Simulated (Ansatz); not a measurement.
**Redistribution: GeH(NH2)3 + GeH2(NH2)2 → Ge(NH2)4 + GeH3(NH2)**

Species: GeH(NH2)3, singlet; GeH2(NH2)2, singlet; Ge(NH2)4, singlet; GeH3(NH2), singlet. The partners trade H for NH2; both sit on Ge, so the bond types are kept.

Shapes, held fixed at every level: PBE0-D4/def2-TZVP. Flexible molecules stand in one conformer, not always the lowest. Programs: Ansatz 0.2.0. The zero-point and thermal change to 298 K, harmonic and unscaled (PBE0-D4/def2-TZVP), is -0.4 kJ/mol.

```json
{"level": "HF/def2-TZVPP", "kind": "Hartree–Fock", "ΔH(298 K) (kJ/mol)": "-11.2", "less CCSD(T)/def2-TZVPP": "+2.1"}
{"level": "B3LYP-D4/def2-TZVPP", "kind": "global hybrid", "ΔH(298 K) (kJ/mol)": "-12.1", "less CCSD(T)/def2-TZVPP": "+1.2"}
{"level": "BHLYP-D4/def2-TZVPP", "kind": "global hybrid", "ΔH(298 K) (kJ/mol)": "-13.3", "less CCSD(T)/def2-TZVPP": "0.0"}
{"level": "PBE0-D4/def2-TZVPP", "kind": "global hybrid", "ΔH(298 K) (kJ/mol)": "-11.9", "less CCSD(T)/def2-TZVPP": "+1.4"}
{"level": "wB97M-V/def2-TZVPP", "kind": "range-separated hybrid", "ΔH(298 K) (kJ/mol)": "-12.5", "less CCSD(T)/def2-TZVPP": "+0.8"}
{"level": "wB97X-V/def2-TZVPP", "kind": "range-separated hybrid", "ΔH(298 K) (kJ/mol)": "-12.3", "less CCSD(T)/def2-TZVPP": "+1.0"}
{"level": "MP2/def2-TZVPP", "kind": "perturbation theory", "ΔH(298 K) (kJ/mol)": "-12.9", "less CCSD(T)/def2-TZVPP": "+0.4"}
{"level": "CCSD(T)/def2-TZVPP", "kind": "coupled cluster or CI", "ΔH(298 K) (kJ/mol)": "-13.3", "less CCSD(T)/def2-TZVPP": "0.0"}
```

The highest level, CCSD(T)/def2-TZVPP, gives ΔH(298 K) = -13.3 kJ/mol; the levels span -13.3 to -11.2. The column of differences is taken from that level and isn't an error. No measured value is set beside it here. Relativity is left out for Ge unless named. Correlated rows may include outer-core shells of Ge, which these sets cover unevenly.

Gathering the amino groups on one germanium is favoured at every level, with CCSD(T) giving -13.3 kJ/mol. Since the exchange conserves the number of Ge–H and Ge–N bonds, the enthalpy measures how far substituents on the same centre influence one another, not a difference in bond strength between the two types. The products contain more N–Ge–N pairs than the reactants, and the likely source of the stabilisation is the geminal, anomeric interaction: nitrogen lone pairs donate into neighbouring Ge–N σ* orbitals, aided by the electrostatic attraction between a more positive germanium and its electronegative substituents. Any steric repulsion in Ge(NH2)4 is evidently outweighed, as the long Ge–N bonds would lead one to expect.

Hartree–Fock already recovers most of the exothermicity, at -11.2 kJ/mol, so the preference is largely a mean-field effect that correlation modestly reinforces, probably in part through dispersion between the amino groups. The reaction enthalpy alone doesn't establish how readily the ligands exchange.
